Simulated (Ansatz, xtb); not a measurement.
Two isomers of BH7NSi−

Structure a is `[BH3-][SiH2]N`, a singlet and structure b is `[BH3-]N[SiH3]`, a singlet. Both are isolated ions in the gas phase, relaxed with PBE0-D3(BJ)/def2-SVPD; the shapes shown needn't be the lowest conformers.

a (Å):

```xyz
10

B    -1.2857    0.8292   -1.0132
N    -0.0861   -1.0967    1.1716
Si   -0.9811    0.4421    0.9251
H    -1.8614    1.9177   -1.1289
H    -0.1668    0.8741   -1.5475
H    -1.9640   -0.0830   -1.4998
H    -2.1938    0.2856    1.8354
H    -0.2083    1.5126    1.7038
H     0.5248   -1.3237    0.3943
H     0.4210   -1.2268    2.0396
```

b (Å):

```yaml
atoms:
  - { symbol: B, position_ang: [-1.4483, 1.0296, -0.7170] }
  - { symbol: N, position_ang: [-1.2284, 0.5187, 0.7423] }
  - { symbol: Si, position_ang: [-0.0609, -0.6646, 1.0713] }
  - { symbol: H, position_ang: [-0.8688, 0.2311, -1.4842] }
  - { symbol: H, position_ang: [-2.6606, 1.0627, -1.0180] }
  - { symbol: H, position_ang: [-0.9587, 2.1671, -0.8981] }
  - { symbol: H, position_ang: [-1.5643, 1.0917, 1.5044] }
  - { symbol: H, position_ang: [-0.3359, -1.9973, 0.4213] }
  - { symbol: H, position_ang: [1.3704, -0.3638, 0.6704] }
  - { symbol: H, position_ang: [0.0149, -0.9419, 2.5599] }
```

Problem. Estimate E(b) − E(a) at the level CCSD(T)/def2-SVPD + ΔMP2/def2-TZVPPD.

Solution. Too close to call at this level: CCSD(T)/def2-SVPD + ΔMP2/def2-TZVPPD gives E(b) − E(a) = −0.066 eV.

The same difference at several levels:

```tsv
level	geometry	E(b) − E(a) (eV)	departure from the last row (eV)	job, with rough time for the two
GFN2-xTB	GFN2-xTB	−0.983	−0.917	optimisation, 0.19 s
HF/STO-3G	GFN2-xTB	+0.004	+0.071	single point, 0.32 s
r2SCAN-D4/def2-SVPD	GFN2-xTB	+0.009	+0.076	single point, 6.2 s
PBE0-D3(BJ)/def2-SVPD	PBE0-D3(BJ)/def2-SVPD	+0.062	+0.128	optimisation, 71 s
HF/def2-SVPD	PBE0-D3(BJ)/def2-SVPD	−0.195	−0.129	part of the CCSD(T) run
MP2/def2-SVPD	PBE0-D3(BJ)/def2-SVPD	−0.098	−0.031	part of the CCSD(T) run
CCSD(T)/def2-SVPD	PBE0-D3(BJ)/def2-SVPD	−0.076	−0.010	single point
CCSD(T)/def2-SVPD + ΔMP2/def2-TZVPPD	PBE0-D3(BJ)/def2-SVPD	−0.066		single point, 42 s
```

As drawn, b has 1 B–N, 1 Si–H in place of 1 B–Si, 1 N–H.

PBE0-D3(BJ)/def2-SVPD puts the two in the other order. HF/STO-3G, r2SCAN-D4/def2-SVPD find them nearly level. The largest departure from CCSD(T)/def2-SVPD + ΔMP2/def2-TZVPPD is that of GFN2-xTB, 0.917 eV. The last row adds to CCSD(T) the change of the MP2 difference between the two basis sets, here +0.010 eV.

With harmonic frequencies from PBE0-D3(BJ)/def2-SVPD (ideal gas, rigid rotor, one conformer each, 298.15 K, 1 atm): on the last row, ΔE + ΔZPE = −0.106, ΔH = −0.112, ΔG = −0.114 eV.

The correlated steps freeze 7 core orbitals. Programs: Ansatz 0.2.0, xtb 6.7.1; the last row on 2 threads of Arm Neoverse N1 on a shared host.

The near-degeneracy reflects compensating bond changes: b gains a strong, polar B–N bond in place of the weaker B–Si bond, but gives up an N–H bond for a weaker Si–H bond. The geometries point to a further contribution in b, where nitrogen is nearly planar and the Si–N bond is shorter than in a, whose nitrogen is clearly pyramidal. This suggests delocalisation of the nitrogen lone pair into Si–H σ* orbitals, aided by the electron-rich amide-like nitrogen, rather than π bonding through silicon d orbitals.

Electron correlation favours a, reducing the Hartree–Fock preference for b from −0.195 to −0.076 eV in the same basis. Zero-point energy acts the other way, probably largely because a stiff N–H stretch is replaced by a softer Si–H one, while entropy hardly matters. The results therefore support two isomers of similar energy with a slight lean towards b, not a decisive thermodynamic preference. They don't show whether the isomers can interconvert readily, since that depends on the barrier to rearrangement.
